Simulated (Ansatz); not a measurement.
## GdN: magnetic orders in an enlarged cell — Ansatz, plane waves and PAW

Space group Fm-3m (No. 225), 8 atoms in the cell of the first input below: a = 4.999 Å, b = 4.999 Å, c = 4.999 Å, α = 90.00°, β = 90.00°, γ = 90.00°.

The cell was built from a prototype of a structure type listed for this compound, at its measured volume, taken without relaxation (pressure 0.3 GPa with this functional, without spin–orbit coupling). Functional: PBE+U (Gd 6 eV).

Each state is solved self-consistently from atoms in an enlarged cell. One of the inputs (ferromagnet along the cube diagonal); the others differ in the starting directions (propagation vectors are of the type (0, 0, 1) 2π/a):

```yaml
crystal:
  lattice:
    - [4.9989971322, 0.0, 0.0]
    - [0.0, 4.9989971322, 0.0]
    - [0.0, 0.0, 4.9989971322]
  atoms:
    - { symbol: Gd, position: [0.5, 0.5, 0.5], spin: 7.0, spin_axis: [0.57735, 0.57735, 0.57735] }
    - { symbol: "N", position: [0.0, 0.0, 0.0] }
    - { symbol: Gd, position: [0.0, 0.0, 0.5], spin: 7.0, spin_axis: [0.57735, 0.57735, 0.57735] }
    - { symbol: "N", position: [0.5, 0.5, 0.0] }
    - { symbol: Gd, position: [0.0, 0.5, 0.0], spin: 7.0, spin_axis: [0.57735, 0.57735, 0.57735] }
    - { symbol: "N", position: [0.5, 0.0, 0.5] }
    - { symbol: Gd, position: [0.5, 0.0, 0.0], spin: 7.0, spin_axis: [0.57735, 0.57735, 0.57735] }
    - { symbol: "N", position: [0.0, 0.5, 0.5] }
basis:
  ecutwfc: 420
  ecutrho_ratio: 4
kpoints:
  mp_grid: { grid: [4, 4, 4] }
hamiltonian:
  xc: pbe
  hubbard: { sites: [{ species: Gd, l: f, u_eff: 6.0 }] }
scf:
  occupations: { method: gaussian, width: 0.05 }
output:
  forces: true
  stress: true
  eigenvalues: true
  populations: true
  hubbard: { sites: [{ species: Gd, l: f }] }
magnetization:
  noncollinear: true
  spin_orbit: true
```

```bash
ansatz run input.yaml --threads 8 --pin off --max-ram 16384MiB --backend cpu --events-out ev --progress --plain --runs-dir out
```

Time: 33 s on 8 threads of Intel(R) Xeon(R) Platinum 8375C CPU @ 2.90GHz (Ice Lake), on a shared host, peak memory 3.2 GiB.

**Question.** Rank these by energy, lowest first (extrapolated to zero smearing, counted from the ferromagnet along a cube axis, meV per magnetic atom).
A. ferromagnet along a cube axis
B. ferromagnet along the cube diagonal
C. one propagation vector, longitudinal

**Answer.** B (-0.03), A (0.00), C (12.91).

```json
{"order": "ferromagnet along a cube axis", "meV per magnetic atom": "0.00", "largest spin moment, Gaussian weights (μB)": "6.69", "orbital moment along the shell's spin (μB)": "0.02", "largest turn from start (°)": "0"}
{"order": "ferromagnet along the cube diagonal", "meV per magnetic atom": "-0.03", "largest spin moment, Gaussian weights (μB)": "6.69", "orbital moment along the shell's spin (μB)": "0.02", "largest turn from start (°)": "0"}
{"order": "one propagation vector, longitudinal", "meV per magnetic atom": "12.91", "largest spin moment, Gaussian weights (μB)": "6.67", "orbital moment along the shell's spin (μB)": "0.02", "largest turn from start (°)": "0"}
```

The spin moment changes by 0 % over these states. Differences under a few meV may lie within the mesh error, so those places of the ranking aren't settled. Symmetry holds the directions in most of these runs, so a small turn doesn't show that an order is stable.

Caveats: each run may end in a state that is not the lowest; filled bands differ between k-points; only the orders listed are compared, and the order found in nature may be another, or none; the enlarged cell has a coarse mesh; the ferromagnetic state is metallic at this level, and the k-mesh was not tested.

Both ferromagnetic orientations lie well below the longitudinal antiferromagnet, which is 12.91 meV per Gd higher, in line with the ferromagnetism known for GdN. The nearly unchanged spin moment points to local moments from the half-filled f shell, so the energy difference mainly reflects coupling between sites. As the f orbitals barely overlap, this coupling is probably carried by Gd d and N p states, which the f spins polarise through on-site exchange.

The two ferromagnetic directions are effectively degenerate, and no easy axis can be assigned. This is expected for trivalent Gd: a half-filled shell has no orbital moment in its ground term, leaving spin–orbit coupling little hold on the lattice.

In this antiferromagnet, most nearest Gd neighbours are reversed while all second neighbours stay parallel. In a Heisenberg picture, the splitting therefore probes mainly the nearest-neighbour exchange, which comes out ferromagnetic, and says nothing about the coupling through linear Gd–N–Gd bridges; that would need an order with alternating (111) planes.
